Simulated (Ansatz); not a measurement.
**Ligand exchange: GaH2Br + HOF → GaH2(OH) + BrF**

Gas-phase species: GaH2Br `[GaH2][Br]`, singlet; HOF `OF`, singlet; GaH2(OH), singlet; BrF (bromine fluoride), singlet. The partners trade Br for OH: Ga–Br and F–OH bonds give way to Ga–OH and F–Br.

Shapes, held fixed at every level: PBE0-D4/def2-TZVP. Programs: Ansatz 0.2.0. The zero-point and thermal change to 298 K, harmonic and unscaled (PBE0-D4/def2-TZVP), is -0.7 kJ/mol.

```
                level                    kind  ΔH(298 K) (kJ/mol)  less CCSD(T)/def2-TZVPP
  B3LYP-D4/def2-TZVPP           global hybrid              -106.7                     -2.3
r2SCAN0-D4/def2-TZVPP           global hybrid               -96.4                     +8.0
   wB97M-V/def2-TZVPP  range-separated hybrid              -105.0                     -0.6
         MP2/def2-SVP     perturbation theory               -92.2                    +12.2
       MP2/def2-TZVPP     perturbation theory              -116.7                    -12.3
     CCSD(T)/def2-SVP   coupled cluster or CI               -82.2                    +22.2
      CCSD/def2-TZVPP   coupled cluster or CI              -105.3                     -0.9
   CCSD(T)/def2-TZVPP   coupled cluster or CI              -104.4                      0.0
```

The highest level, CCSD(T)/def2-TZVPP, gives ΔH(298 K) = -104.4 kJ/mol; the levels span -116.7 to -82.2. The column of differences is taken from that level and isn't an error. No measured value is set beside it here. Relativity is left out for Br, Ga. Outer-core shells of Br, Ga are correlated, in sets that cover them unevenly.

The exchange is clearly exothermic at every level. It is more than a swap of partners: bromine goes from bromide-like on gallium to the positive end of BrF, while oxygen, held by the more electronegative fluorine in HOF, becomes hydroxide-like. The driving force is the loss of the weak O–F bond, destabilised by repulsion between adjacent lone pairs, in favour of a strong, polar Ga–O bond. Together with the polar Br–F bond, this outweighs the cost of breaking Ga–Br.

Enlarging the basis from def2-SVP to def2-TZVPP makes the reaction markedly more exothermic with both MP2 and CCSD(T), a shift larger than the whole spread among methods in the larger basis, probably because the small set describes polarisation and correlation unevenly across the four molecules. CCSD and CCSD(T) nearly coincide, so the triples contributions largely cancel between the two sides. The sign is therefore secure, but the close match of wB97M-V to CCSD(T)/def2-TZVPP doesn't establish comparable accuracy at the basis-set limit.
